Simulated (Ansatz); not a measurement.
# Ba2Cd: pressure against volume per atom

Periodic Kohn-Sham DFT of a crystal at fixed atoms; pressure and stress are positive in compression; the energy is the free energy less that of spherical unpolarised free atoms; site moments are those in the method's own spheres, positive along +z. The results are calculated, by Ansatz 0.2.0.

Cell of the first row (space group I4/mmm, No. 139):
```
CELL_PARAMETERS angstrom
-2.09240 2.09240 7.44490
2.09240 -2.09240 7.44490
2.09240 2.09240 -7.44490
ATOMIC_POSITIONS crystal
Ba 0.37000 0.37000 0.00000
Ba 0.63000 0.63000 0.00000
Cd 0.00000 0.00000 0.00000
```

Settings of every row: method frozen-core PAW; functional PBEsol; relativity scalar; k mesh 14x14x14; filling fermi-dirac; smearing width 0.05 eV; wave cutoff 420 eV; paw set soft_2.

Atom start moment: 0 on all atoms.

Limits: PAW files made with PBE; no spin-orbit coupling on heavy atoms.

| row | volume per atom (Å³) | pressure (GPa) |
| --- | --- | --- |
| 1 | 43.459 | 0.17 |
| 2 | 45.309 | -0.523 |
| 3 | 46.233 | ? |
| 4 | 46.696 | -0.956 |
| 5 | 48.083 | -1.327 |

Question: what pressure should row 3 give?

Worked fit of pressure. Take u = (V_r/V)^(2/3) − 1 with V_r = 46.002 Å³ an atom, which is twice the finite (Eulerian) strain; such expansions in the strain, on which the Birch-Murnaghan equation of state is built, carry the rest volume and the bulk modulus. The shown rows have u = 0.03864, 0.01017, -0.00993, -0.02907. Least squares give pressure = −0.7478 + 21.564 × u + 56.62 × u² GPa; a straight line predicts inner rows, each left out in turn, worse (root mean square 0.041 against 0.0008 GPa). All shown rows lie on it to the printed digit. The pressure vanishes at u = 0.0320, or V = 43.88 Å³ an atom, and there the bulk modulus at fixed shape and fractions is B = −V dP/dV = (2/3)(1 + u) dP/du = 17.3 GPa. Letting shape and atoms relax would as a rule lower it, by much in layered, chain or molecular crystals. The withheld row has u = -0.00333, so the fit gives −0.7478 + 21.564 × (-0.00333) + 56.62 × (-0.00333)² = -0.819 GPa.

The calculation gave -0.819 GPa. The fit meets it to the printed digit.
